## Why the same squeeze opens one gap and closes another

The band gap change is the gap of a strained crystal less that of the relaxed one. Here both in-plane directions of a zincblende crystal are shortened by 1 %, as in a film grown on a substrate with a slightly smaller lattice. The film normal is the third cubic axis, and the crystal is free to expand along it until no stress is left there. Both gaps are computed with the r2SCAN functional, without spin-orbit coupling. The least direct gap, for which an electron keeps its wave vector, is followed separately.

Zincblende III–V compounds (space group F-43m before straining) under −1 % epitaxial strain in the xy plane, with the atoms and the free normal strain relaxed. Computed with Ansatz 0.2.0: r2SCAN, plane-wave PAW, 500 eV cutoff, no spin polarisation. Changes are strained minus unstrained values, and pressure is positive in compression.

```tsv
formula	element on site A	Z A	element on site B	Z B	volume per atom (Å³)	shortest distance (Å)	k mesh	band gap change (eV)	least direct gap change (eV)	unstrained band gap (eV)	unstrained gap kind	free normal strain (%)	pressure change (GPa)
BN	B	5	N	7	5.88	1.563	12×12×12	-0.115	-0.003	5.003	indirect	0.43	6.38
BP	B	5	P	15	11.67	1.964	10×10×10	-0.135	-0.053	1.410	indirect	0.41	2.80
BAs	B	5	As	33	13.68	2.071	10×10×10	-0.135	-0.067	1.375	indirect	0.46	2.25
AlN	Al	13	N	7	10.43	1.892	10×10×10	-0.057	0.059	3.941	indirect	1.03	2.09
GaN	Ga	31	N	7	11.38	1.948	10×10×10	0.030	0.030	2.168	direct	1.06	1.89
GaP	Ga	31	P	15	20.24	2.360	8×8×8	-0.114	0.061	1.844	indirect	0.86	1.03
GaAs	Ga	31	As	33	22.74	2.454	8×8×8	0.052	0.052	0.962	direct	0.86	0.86
GaSb	Ga	31	Sb	51	28.82	2.655	8×8×8	0.049	0.049	0.414	direct	0.83	0.65
InP	In	49	P	15	25.77	2.558	8×8×8	0.020	0.020	1.026	direct	1.05	0.66
InAs	In	49	As	33	28.50	2.645	8×8×8	0.016	0.016	0.081	direct	1.05	0.56
InSb	In	49	Sb	51	35.27	2.840	6×6×6	0.026	0.026	0.014	direct	0.97	0.43
```

For one per cent of strain, the size worth remembering is a few tens of meV in the direct-gap crystals and roughly a tenth of an eV in most of the indirect ones. The sign follows a simple rule: all six direct gaps widen and all five indirect gaps narrow. The force needed is a poor guide to the effect. BN takes about six times the pressure of GaP, yet the two gaps shrink by practically the same amount. What counts is which electronic levels form the gap and how the strain changes the volume and shape of the cell.

### One crystal, two answers

GaP shows that the sign does not belong to the compound as a whole. Its least direct gap grows by 0.061 eV while its actual gap shrinks by 0.114 eV. Both gaps start from the same valence top at Γ, the centre of the Brillouin zone, so the difference must come from the conduction band. The conduction level at Γ has risen by 0.175 eV relative to the lowest valley, which lies near the zone-boundary point X. AlN shows the same opposite signs.

Compression thus takes GaP further from being a direct-gap crystal. In unstrained GaP the direct gap exceeds the actual gap by 0.52 eV, and the compression raises this distance to about 0.70 eV. The direct gap itself behaves much like that of GaAs.

### What the strain does to the levels

The strain has two parts, a loss of volume and a change of shape. The loss of volume shortens the bonds. In the direct-gap compounds the conduction level at Γ is an antibonding combination of s orbitals, which shorter bonds push up against the valence top. The levels near X respond much less to volume. Volume loss alone would therefore widen a direct gap clearly and change an indirect one much less.

The change of shape acts on the valence top, which consists of three bonding p levels, equal in energy in the unstrained crystal. Once the cell is shorter in the plane and longer along the normal, the bonds tilt towards the normal. The p orbital along the normal then points better along the bonds and sinks, while the two in-plane orbitals lose bonding and rise. This raised pair is the new valence top, so the change of shape narrows direct and indirect gaps alike.

In an indirect gap the conduction side adds to the narrowing. The valleys near X lie along the three cubic axes, and a valley whose axis is compressed moves down. The calculated conduction edges of the five strained indirect crystals do lie in the in-plane valleys. An indirect gap is thus squeezed from both sides, whereas a direct gap is the scene of a contest between volume and shape, which volume wins in all six direct-gap crystals.

### Why gallium compounds respond more than indium compounds

For each of the anions P, As and Sb, the direct gap of the gallium compound widens more than that of the indium compound. Part of the reason is elastic. If $\varepsilon_\parallel$ is the in-plane strain and $\varepsilon_z$ the free normal strain, zero stress along the normal requires

$$\varepsilon_z=-2\,\frac{C_{12}}{C_{11}}\,\varepsilon_\parallel ,\qquad \frac{\Delta V}{V}\approx 2\varepsilon_\parallel+\varepsilon_z ,$$

where $C_{11}$ and $C_{12}$ are elastic constants and $\Delta V/V$ is the relative volume change. A crystal whose bonds bend easily, compared with how hard they are to shorten, expands more along the normal. It keeps more of its volume but is distorted more. Both consequences reduce the opening of a direct gap.

The contest can be put into one line for a gap between an s-like conduction level and the p-like valence top:

$$\Delta E\approx a\left|\frac{\Delta V}{V}\right|-b\,(\varepsilon_z-\varepsilon_\parallel).$$

Here $a$ and $b$ are the responses to volume and to shape. Rough recalled values typical of gallium compounds are $a\approx 8$ eV and $b\approx 2$ eV, and they are kept the same for every compound. For GaAs the free normal strain of 0.86 % gives a volume loss of $2-0.86=1.14$ % and a distortion of $0.86+1=1.86$ %. The estimate is then $8\times0.0114-2\times0.0186\approx0.09-0.04=0.05$ eV, against a computed 0.052 eV.

Agreement for GaAs is no severe test, since the constants are typical of such compounds. The comparison with InAs tells more. With the same constants for both, the elastic response accounts for 19 of the 36 meV by which GaAs widens more than InAs. The other half calls for different constants, and the likely reason is that the s-like level of indium compounds reacts less to volume. The estimate accordingly comes out 16 to 20 meV too high for all three indium compounds.

GaN looks irregular among the gallium compounds, because its direct gap widens by only 0.030 eV. In the estimate, its free normal strain of 1.06 % accounts for most of this: elastically GaN behaves like InP, not like GaAs. The estimate, with its constants unchanged, lies within 5 meV of the computed value. GaN and AlN films are usually wurtzite, however, so these zincblende numbers should not be carried over to them.

### The boron compounds

In the boron compounds even the least direct gap fails to widen. BAs shows why. Its lowest conduction level at Γ is not a single s-like level but a group of three, which the strain splits by about 0.10 eV. Such a triplet is p-like, and being antibonding it answers the tilt of the bonds in the opposite way to the valence top: the in-plane pair moves down. The direct gap of BAs is therefore narrowed from both sides as well. BN and BP probably have a level of the same kind there, though the direct gap of BN hardly changes at all.

The levels of BAs also show how much the valence band contributes to the fall of the actual gap. The upper pair rises 52 meV above the average of the three valence levels, which is 38 % of the total fall of 0.135 eV. The rest is the approach of the lowest conduction valley to that average. Per unit of distortion the valence top rises by about 3.5 eV, well above the 2 eV used for the other compounds. Boron compounds resist bending and are distorted least, but in BAs at least the valence levels react strongly to the distortion.

### AlN and the smallest gaps

AlN is the mildest of the indirect cases, with a fall of 0.057 eV, about half that of the others. Its direct gap departs in the same direction, widening by about 20 meV more than the estimate. Under strain the valence maximum of AlN leaves Γ, but it lies only 4 meV above the highest valence level on the regular k mesh, so the two gaps probably still share nearly the same valence top. A smaller rise of that top would act on both gaps alike. It could supply the 20 meV missing from the estimate, but the actual gap falls 57 meV less than in GaP. Most of the milder fall therefore probably comes from the conduction valley, which would sink less in AlN.

InAs and InSb need more caution. Their unstrained gaps are only 0.081 and 0.014 eV at this level of theory. Spin-orbit coupling would raise the valence top by roughly 0.1 eV in InAs and 0.3 eV in InSb, enough to put it above the s-like level. That inversion would be an artefact: the real crystals have the normal order, but r2SCAN, like other semilocal functionals, makes their gaps too small. The listed changes are therefore best read as shifts of levels at Γ. GaSb would keep its normal band order, but with a much smaller gap than the one listed. InP is the safer guide to how an indium compound responds.

For a strained film the order of questions is therefore clear. The position and character of the conduction edge come first: an s-like edge at Γ favours widening under in-plane compression, an edge near X favours narrowing. The free normal strain comes second, because it tells how much of the squeeze becomes lost volume and how much becomes distortion. For a direct-gap emitter such as GaAs or InP, one per cent of compression then means a shift of the gap by some 20 to 50 meV towards the blue.
